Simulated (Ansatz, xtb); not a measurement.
**Ligand exchange: C3H8SSi + CHCl2F → C2H6SSi + C2H3Cl2F**

Species: C3H8SSi `C=CS[SiH2]C`, singlet; CHCl2F `FC(Cl)Cl`, singlet; C2H6SSi `C=CS[SiH3]`, singlet; C2H3Cl2F (1,1-dichloro-1-fluoroethane) `CC(F)(Cl)Cl`, singlet. The partners trade CH3 for H: Si–CH3 and C–H bonds give way to Si–H and C–CH3.

Shapes, held fixed at every level: PBE0-D4/def2-TZVP. Flexible molecules stand in one conformer, not always the lowest. Programs: Ansatz 0.2.0, xtb 6.7.1. The zero-point and thermal change to 298 K, harmonic and unscaled (PBE0-D4/def2-TZVP), is -5.3 kJ/mol.

(1) Estimate ΔH(298 K) of this reaction.

Answers

(1) The highest level, CCSD(T)/CBS estimate, gives ΔH(298 K) = +14.9 kJ/mol; the levels span -66.3 to +18.2. They disagree on the sign: 7 of 9 are positive. GFN0-xTB strays far from the other rows. The column of differences is taken from that level and isn't an error. No measured value is set beside it here. The CBS estimate extrapolates MP2 from def2-TZVPP and def2-QZVPP and adds CCSD(T) − MP2 in the triple-zeta set, cores frozen.

| level | kind | ΔH(298 K) (kJ/mol) | less CCSD(T)/CBS estimate |
| --- | --- | --- | --- |
| GFN0-xTB | semi-empirical | -66.3 | -81.2 |
| HF/def2-SVP | Hartree–Fock | +6.9 | -8.0 |
| HF/def2-TZVPP | Hartree–Fock | +15.7 | +0.8 |
| B3LYP-D4/def2-TZVPP | global hybrid | +18.2 | +3.3 |
| wB97X-V/def2-TZVPP | range-separated hybrid | +14.3 | -0.6 |
| B2PLYP/def2-TZVPP | double hybrid | +17.5 | +2.6 |
| MP2/def2-SVP | perturbation theory | -1.9 | -16.8 |
| MP2/def2-TZVPP | perturbation theory | +14.8 | -0.1 |
| CCSD(T)/CBS estimate | coupled cluster or CI | +14.9 | 0.0 |

The exchange is modestly endothermic, and the two negative values do not seriously challenge that sign. MP2 turns positive when the basis grows from def2-SVP to def2-TZVPP, so its negative value reflects the small basis rather than perturbation theory. GFN0-xTB probably misjudges the balance between Si–C and C–H bonding.

The uphill direction fits familiar bond strengths. Si–CH3 and Si–H bonds are of similar strength, whereas a C–H bond is usually stronger than the C–CH3 bond that replaces it. Methylation of the halogenated carbon probably recovers part of this cost, through donation from the methyl group towards the electron-poor centre.

Hartree–Fock in the triple-zeta basis already lies close to coupled cluster because the numbers of electron pairs and of single bonds are conserved, so most of the correlation energy cancels. That agreement reflects the balanced reaction and does not show that Hartree–Fock would describe the separate bond cleavages well. The reaction enthalpy also leaves open whether the exchange has an accessible pathway.
